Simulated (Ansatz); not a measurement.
## LiGa: pressure against volume scale

Periodic Kohn-Sham DFT of a crystal at fixed atoms, scaled to volume_scale times the given cell; pressure positive in compression, energy less spherical unpolarised free atoms, largest_vzz the field gradient of largest size among the nuclei. The results are calculated, by Ansatz 0.2.0.

The cell before it is scaled or strained (space group Fd-3m, No. 227):
```
cell vectors (Å)
   0.0000     3.0845     3.0845
   3.0845     0.0000     3.0845
   3.0845     3.0845     0.0000
atoms (fractions of the cell vectors)
Li  0.00000  0.00000  0.00000
Li  0.25000  0.25000  0.25000
Ga  0.50000  0.50000  0.50000
Ga  0.75000  0.75000  0.75000
```

Settings of every row: method all-electron PAW; functional PBEsol; relativity scalar; k mesh 12x12x12; filling fermi-dirac; smearing width 0.05 eV; nucleus gaussian.

Atom start moment: 0 on all atoms.

| row | volume scale | V (Å³/atom) | pressure (GPa) |
| --- | --- | --- | --- |
| 1 | 0.94 | 13.793 | 2.966 |
| 2 | 0.96 | 14.086 | 1.747 |
| 3 | 0.98 | 14.38 | 0.67 |
| 4 | 0.99 | 14.526 | 0.175 |
| 5 | 1 | 14.673 | -0.292 |
| 6 | 1.01 | 14.82 | -0.734 |
| 7 | 1.02 | 14.967 | -1.156 |
| 8 | 1.04 | 15.26 | ? |
| 9 | 1.06 | 15.554 | -2.639 |

Question: what pressure should row 8 give?

Worked fit of pressure. Take u = (V_r/V)^(2/3) − 1 with V_r = 14.599 Å³ an atom, which is twice the finite (Eulerian) strain; such expansions in the strain, on which the Birch-Murnaghan equation of state is built, carry the rest volume and the bulk modulus. The shown rows have u = 0.03859, 0.02413, 0.01013, 0.00335, -0.00337, -0.00997, -0.01646, -0.04136. Least squares give pressure = −0.0596 + 69.706 × u + 202.06 × u² + 596 × u³ GPa; a parabola predicts inner rows, each left out in turn, worse (root mean square 0.0093 against 0.0022 GPa). The rows lie off it by 0.000, -0.001, 0.002, -0.001, 0.000, 0.001, -0.001, 0.000. The pressure vanishes at u = 0.0009, or V = 14.58 Å³ an atom, and there the bulk modulus at fixed shape and fractions is B = −V dP/dV = (2/3)(1 + u) dP/du = 46.7 GPa. The withheld row has u = -0.02909, so the fit gives −0.0596 + 69.706 × (-0.02909) + 202.06 × (-0.02909)² + 596 × (-0.02909)³ = -1.931 GPa.

The calculation gave -1.936 GPa. The fit lies 0.005 GPa (0.089 % of the column's range) above it; its largest miss of a shown row is 0.002 GPa.
